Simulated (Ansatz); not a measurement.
# A series in volume scale on As

Results calculated with Ansatz 0.2.0, not measured. Periodic Kohn-Sham DFT of a crystal at fixed atoms, scaled to volume_scale times the given cell; pressure positive in compression, energy less spherical unpolarised free atoms, largest_vzz the field gradient of largest size among the nuclei.

The cell before it is scaled or strained (space group R-3m, No. 166):
```
cell vectors (Å)
   1.8797     1.0853     3.4858
  -1.8797     1.0853     3.4858
   0.0000    -2.1705     3.4858
atoms (fractions of the cell vectors)
As  0.22754  0.22754  0.22754
As  0.77246  0.77246  0.77246
```

Settings of every row: method all-electron PAW; functional LDA; relativity scalar; k mesh 13x13x13; filling fermi-dirac; smearing width 0.05 eV; nucleus gaussian.

Atom start moment: 0 on all atoms.

Limits: no gap: field gradients move with the k mesh.

```
row  volume scale  V (Å³/atom)  pressure (GPa)  largest V_zz (1e21 V/m^2)
  1          0.94       20.053           3.816                     -4.962
  2          0.96        20.48           1.855                     -4.946
  3          0.98       20.906           0.088                     -4.922
  4          0.99        21.12               ?                          ?
  5             1       21.333          -1.506                     -4.893
  6          1.01       21.546          -2.241                     -4.876
  7          1.02       21.759          -2.939                     -4.859
  8          1.04       22.186          -4.228                     -4.821
  9          1.06       22.613          -5.387                     -4.781
```

Question: what pressure and largest V_zz should row 4 give?

Worked fit of pressure. Take u = (V_r/V)^(2/3) − 1 with V_r = 21.439 Å³ an atom, which is twice the finite (Eulerian) strain; such expansions in the strain, on which the Birch-Murnaghan equation of state is built, carry the rest volume and the bulk modulus. The shown rows have u = 0.04556, 0.03098, 0.01693, 0.00331, -0.00331, -0.00983, -0.02257, -0.03492. Least squares give pressure = −1.877 + 110.967 × u + 302.81 × u² + 96 × u³ GPa; a parabola predicts inner rows, each left out in turn, worse (root mean square 0.0017 against 0.00099 GPa). The rows lie off it by 0.000, 0.001, -0.001, 0.000, 0.000, 0.000, 0.000, 0.000. The pressure vanishes at u = 0.0162, or V = 20.93 Å³ an atom, and there the bulk modulus at fixed shape and fractions is B = −V dP/dV = (2/3)(1 + u) dP/du = 81.9 GPa. Letting shape and atoms relax would as a rule lower it, by much in layered, chain or molecular crystals. The withheld row has u = 0.01004, so the fit gives −1.877 + 110.967 × (0.01004) + 302.81 × (0.01004)² + 96 × (0.01004)³ = -0.732 GPa.

The calculation gave -0.729 GPa. The fit lies 0.003 GPa (0.033 % of the column's range) below it; its largest miss of a shown row is 0.001 GPa.

Worked fit of largest V_zz. Take t = volume scale − 1. The shown rows have t = -0.06, -0.04, -0.02, 0, 0.01, 0.02, 0.04, 0.06. Least squares give largest V_zz = −4.8927 + 1.529 × t + 5.86 × t² 1e21 V/m^2; a straight line predicts inner rows, each left out in turn, worse (root mean square 0.0068 against 0.0014 1e21 V/m^2). The rows lie off it by 0.001, -0.002, -0.001, 0.000, 0.001, 0.001, 0.001, -0.001. The withheld row has t = -0.01, so the fit gives −4.8927 + 1.529 × (-0.01) + 5.86 × (-0.01)² = -4.907 1e21 V/m^2.

The calculation gave -4.908 1e21 V/m^2. The fit lies 0.001 1e21 V/m^2 (0.55 % of the column's range) above it, one unit of the last digit.
